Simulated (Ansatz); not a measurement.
From O to Se: the atomisation energy (no zero-point term)

One atom is swapped for its congeners: Ga(CH3)(OH); Ga(CH3)(SH); Ga(CH3)(SeH). All are doublets with charge 0.

Shapes, held fixed at every level: PBE0-D4/def2-TZVP. Flexible molecules stand in one conformer, not always the lowest. Programs: Ansatz 0.2.0. Values in eV.

| level | Ga(CH3)(OH) | Ga(CH3)(SH) | Ga(CH3)(SeH) |
| --- | --- | --- | --- |
| SPW92/def2-TZVPP | 27.41 | 25.28 | 24.67 |
| r2SCAN-D4/def2-TZVPP | 24.10 | 22.47 | 21.87 |
| r2SCAN0-D4/def2-TZVPP | 23.65 | 22.21 | 21.61 |
| MP2/def2-SVP | 22.92 | 21.04 | 20.52 |
| CCSD/def2-TZVPP | 23.12 | 21.45 | 20.92 |
| CCSD(T)/def2-TZVPP | 23.47 | 21.77 | 21.23 |

At CCSD(T)/def2-TZVPP the atomisation energy falls at every step, from 23.47 to 21.23 eV. Every level shows the same order. Open shells run unrestricted unless RO is named. Relativity is left out for Ga, Se unless named. Correlated rows may include outer-core shells of Ga, Se, which these sets cover unevenly. Spin-orbit coupling, which grows down the group, is left out (summed over each molecule's free atoms 0.08, 0.10, 0.19 eV).

Replacing oxygen with its heavier congeners weakens the total binding, and at every level most of the loss comes at the first step, from O to S. Since the Ga–CH3 part is common to all three radicals, the trend probably reflects mainly the Ga–chalcogen and chalcogen–H bonds. Oxygen's compact 2p shell and high electronegativity give short, strongly polar bonds to both gallium and hydrogen. The valence p orbitals of sulfur and selenium are more diffuse and overlap less well with H 1s, while the smaller electronegativity difference reduces the ionic contribution to the bond with gallium. Sulfur and selenium resemble each other much more closely in size and electronegativity, hence the smaller second step.

Perturbative triples raise the CCSD values by similar amounts across the series, so they matter more for the absolute binding than for the trend. SPW92 lies well above CCSD(T) throughout, as expected from the local density approximation's familiar overbinding. The totals do not establish how much of the decrease belongs to the Ga–chalcogen bond and how much to the chalcogen–H bond.
